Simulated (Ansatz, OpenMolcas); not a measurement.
**Exact exchange and the electronic atomisation energy of SiH2F2**

SiH2F2: 5 atoms, total charge 0, spin state singlet. As SMILES, `F[SiH2]F`. The shape is that of a PBE0-D4/def2-TZVP optimisation.

The electronic atomisation energy y, in eV, basis aug-cc-pVDZ; a is the functional's share of exact exchange. Programs: Ansatz 0.2.0, OpenMolcas 26.06.

| functional | program | a | y (eV) |
| --- | --- | --- | --- |
| TPSS | OpenMolcas | 0 | 18.32 |
| PBE | Ansatz | 0 | 18.06 |
| B3LYP | Ansatz | 0.2 | ? |
| r2SCAN0 | Ansatz | 0.25 | 17.79 |
| PBE0 | Ansatz | 0.25 | 17.74 |
| BHLYP | Ansatz | 0.5 | 17.46 |

Fit y = c + s·a to the known rows and predict B3LYP.


1. Means of the 5 rows: a = 0.2000, y = 17.874.
2. Σ(Δa)² = 0.175, Σ(Δa·Δy) = -0.2615, so the slope is -0.2615/0.175 = -1.4943.
3. Intercept: 17.874 − (-1.4943) × 0.2000 = 18.173. The largest residual of the fit is 0.15.
4. B3LYP: 18.173 + (-1.4943) × 0.2 = 17.87 eV.

The run gave 17.92 eV, so the prediction is off by -0.05 eV, within the scatter of the fit. The rows mix families of semi-local functionals, which the line can't see.

The atomisation energy falls as the share of exact exchange rises, with no row breaking the order between different shares. Semi-local exchange mimics part of the left-right correlation in the Si–H and Si–F bonds and tends to favour the molecule over its separated atoms. Exact exchange removes that contribution, and the correlation functional doesn't fully restore it. PBE and PBE0 show the effect most directly, falling from 18.06 to 17.74 eV.

The good B3LYP prediction says little about the slope. Its exchange share coincides with the mean of the fitted rows, where a least-squares line returns the mean energy whatever its gradient.

All the values, including those of the semi-local functionals, lie well below the atomisation energy implied by experimental thermochemistry. The likely main cause is the small basis, which lacks the tight d functions silicon needs to describe polarisation and back-donation in its strongly polar bonds to fluorine. The downward trend therefore can't be read as progress towards or away from experiment.
